Under Hooke's law, twice the shear strain costs twice the stress and four times the energy. The two smallest strains already miss this. From strain 0.0187 to 0.0375 the shear stress, printed as tensile stress along pattern, rises from 1.47 to 2.38 GPa, a factor of only 1.6. In this calculation the crystal gives way early, yet near the largest strain it resists further shear as strongly as at the start.

Homogeneous xy shear (engineering strain) of tetragonal Si (I4/mmm, 1 atom per cell, a = 3.254, c = 2.641 Å, not relaxed at this level). Ansatz 0.2.0, plane-wave PAW, LDA, scalar-relativistic, no spin polarisation, cutoff 420 eV, 22×22×22 k mesh, Gaussian smearing of 0.15 eV. Energies are free energies relative to the unstrained cell; pressure is positive in compression.

```csv
strain,energy change (meV/atom),tensile stress along pattern (GPa),pressure (GPa)
-0.15,50.6,-7.88,2.44
-0.075,14.4,-3.88,0.39
0,0.0,0.00,-0.27
0.0187,1.2,1.47,-0.25
0.0375,4.5,2.38,-0.15
0.0562,8.8,2.90,0.06
0.0937,21.3,4.51,0.76
0.1125,29.3,5.20,1.23
0.1312,38.8,6.31,1.78
```

The two negative rows belong to the same curve as the positive ones. A quarter turn of the square-based cell changes the sign of the shear and leaves the crystal as it was, so only the size of the strain matters. Sorted in this way, the rows give eight steps, each with its own stiffness: added stress divided by added strain.

**From 0 to 0.0562: the crystal softens.** The first step has a stiffness of 79 GPa, the second 48 and the third only 28. This silicon is a metal in which each atom has ten neighbours, and a metal has a way to yield that an insulator lacks. Shear raises the energy of electrons moving along one diagonal and lowers it for those moving along the other. Electrons near the Fermi level then move from raised to lowered states, which saves energy and weakens the resistance. The more states lie at the Fermi level, the more electrons can move and the softer the step.

How the number of such states changes with strain can be read from the same calculations. The electron levels were filled with a smearing of width $\sigma$, and the free energy differs from the energy extrapolated to zero smearing by $D\sigma^2/4$, where $D$ is the density of states at the Fermi level. Compared with the unsheared crystal, $D$ is highest at strain 0.0375, where the softest step begins.

The size of the effect follows from a short argument. If strain $\gamma$ shifts levels by typically $\Xi\gamma$, the transfer saves $\tfrac12 D\,\Xi^2\gamma^2$ per atom. Two derivatives with respect to strain and division by the atomic volume $V$ give a loss of stiffness $D\,\Xi^2/V$. For free electrons, averaging over all directions of motion gives $\Xi^2=4E_F^2/15$. With four valence electrons per atom the Fermi energy $E_F$ is about 16 eV, so $\Xi$ is about 8 eV.

On the step up to 0.0562, $D$ lies on average 0.04 states per eV above its starting value. If nothing else changes, the extra loss is $0.04\times 8^2/14\approx 0.2$ eV/Å$^3$, or roughly 30 GPa. The actual drop from the first step to this one is 51 GPa. Electron transfer thus has the right order of magnitude, but this estimate leaves a good part of the early softening unexplained.

**From 0.0562 to 0.1125: soft, with a bump.** The step ending at size 0.075 is stiffer, at 52 GPa, and the next falls back to 34. The density of states hardly differs between these two steps, so electron transfer as estimated here does not explain the bump. It hangs on one row: lowering the size of the stress at −0.075 by about 0.2 GPa would make the two steps equally stiff. An error of the k mesh is a plausible guess, but no second mesh was run to test it. The step up to 0.1125 is a second gap in the account. It is 42 GPa softer than the first step, yet $D$ is only about 0.01 states per eV higher, which is worth less than 10 GPa by the estimate above.

**From 0.1125 to 0.15: the crystal stiffens.** The last two steps reach 59 and 84 GPa, while $D$ falls below its value in the unsheared crystal. With fewer electrons able to move, less softening is expected. Bond repulsion may help, since four of the ten bonds have shortened to 2.505 Å at size 0.15. The pressure has risen by 2.7 GPa, far more than the small loss of volume should cause, which suggests that the short bonds push harder than the stretched ones pull. Yet from size 0.075 on, the pressure rises nearly as the square of the strain, with no extra upturn in the last two steps. It therefore does not single out repulsion as the cause of the late stiffening.

A straight line of step stiffness against $D$, fitted to all eight steps, leaves a typical miss of 11 GPa. A line in strain squared, the simplest form of smooth anharmonic change, leaves 18 GPa. It is a weak rival, because such a line can only rise or only fall; a smooth curve with one more term could also dip and recover. The fitted softening per added state is about 550 ± 170 GPa for one state per eV, against 770 from free electrons. The first step fits worst: it is 23 GPa stiffer than the line allows. The printed analysis gives the steps and both fits.

The link between stiffness and $D$ is visible in the numbers; that electron transfer causes it is argued from theory. Whether the changes in $D$ belong to silicon is open, and the link itself cannot decide it. If the mesh miscounts the states near the Fermi level, the electron transfer is miscounted with them, and the stiffness is expected to follow $D$ all the same. By a free-electron estimate, only about 40 distinct mesh points of the unsheared crystal lie within one smearing width of the Fermi level, and random scatter in such a count would be about 16 %, as large as the changes themselves. The sheared cells have half the symmetry, hence about twice as many distinct points and a somewhat smaller scatter. The work done by the stress matches the energy at size 0.15 to about 1 %, but both come from the same mesh.

For practical use, no single elastic constant describes this range. Stress divided by strain is 79 GPa at 0.0187 and 53 GPa at size 0.15. The first value should not be taken as the elastic constant of relaxed material, because the starting cell was not relaxed and a denser mesh might change it. The LDA runs also used PAW datasets made for PBE, which may shift all the stiffnesses somewhat.

Output of the analysis:

```
stiffness by size of strain (GPa) and change of the density of states (states per eV):
     row  strain size  from energy  stress over strain  slope of step up to here  change of DOS  pressure rise over strain squared
   -0.15         0.15        51.55               52.53                     83.51        -0.0656                              120.4
  -0.075        0.075        58.68               51.73                     52.13        0.02418                              117.3
     0.0            0            0                   0                         0              0                                  0
  0.0187       0.0187        78.66               78.61                     78.61        0.00928                              57.19
  0.0375       0.0375        73.35               63.47                      48.4        0.04953                              85.33
  0.0562       0.0562        63.86                51.6                     27.81        0.03348                              104.5
  0.0937       0.0937        55.61               48.13                     33.69        0.03058                              117.3
  0.1125       0.1125        53.06               46.22                      36.7      0.0005333                              118.5
  0.1312       0.1312        51.67               48.09                     59.36       -0.03164                              119.1
fit of slope on 8 rows (gam > 0): constant 58.27 +/- 5, coefficient of mD -552.7 +/- 167; rms 11.4, worst 0.0187 -22.9, leave-one-out rms 13.6
  rows outside the fit (model, value, miss): 0.0 58.27, 0, 58.3
fit of slope on 8 rows (gam > 0): constant 45.02 +/- 11, coefficient of gmid2 1006 +/- 1101; rms 17.9, worst 0.0187 -33.5, leave-one-out rms 26.2
  rows outside the fit (model, value, miss): 0.0 45.02, 0, 45
correlation of step slope with mean DOS change over the eight steps: -0.8036
scatter of the step slopes about their mean, GPa: 20.43
rms miss with the free-electron softening and one fitted constant, GPa: 12.82
free-electron softening per extra state per eV, GPa: 766.2
free-electron rms level shift at the smallest strain, eV: 0.1529
largest rise of the DOS, percent of the free-electron value: 13.07
largest fall of the DOS, percent of the free-electron value: -17.31
rough number of distinct mesh points within one smearing width of the Fermi level at zero strain: 37.83
work of the shear stress up to strain size 0.15, meV per atom: 50.06
shortened bond at strain size 0.15, Angstrom: 2.505
pressure rise up to strain size 0.15, GPa: 2.71
part of it from the volume loss with a rough recalled bulk modulus of 100 GPa, GPa: 0.5625
```
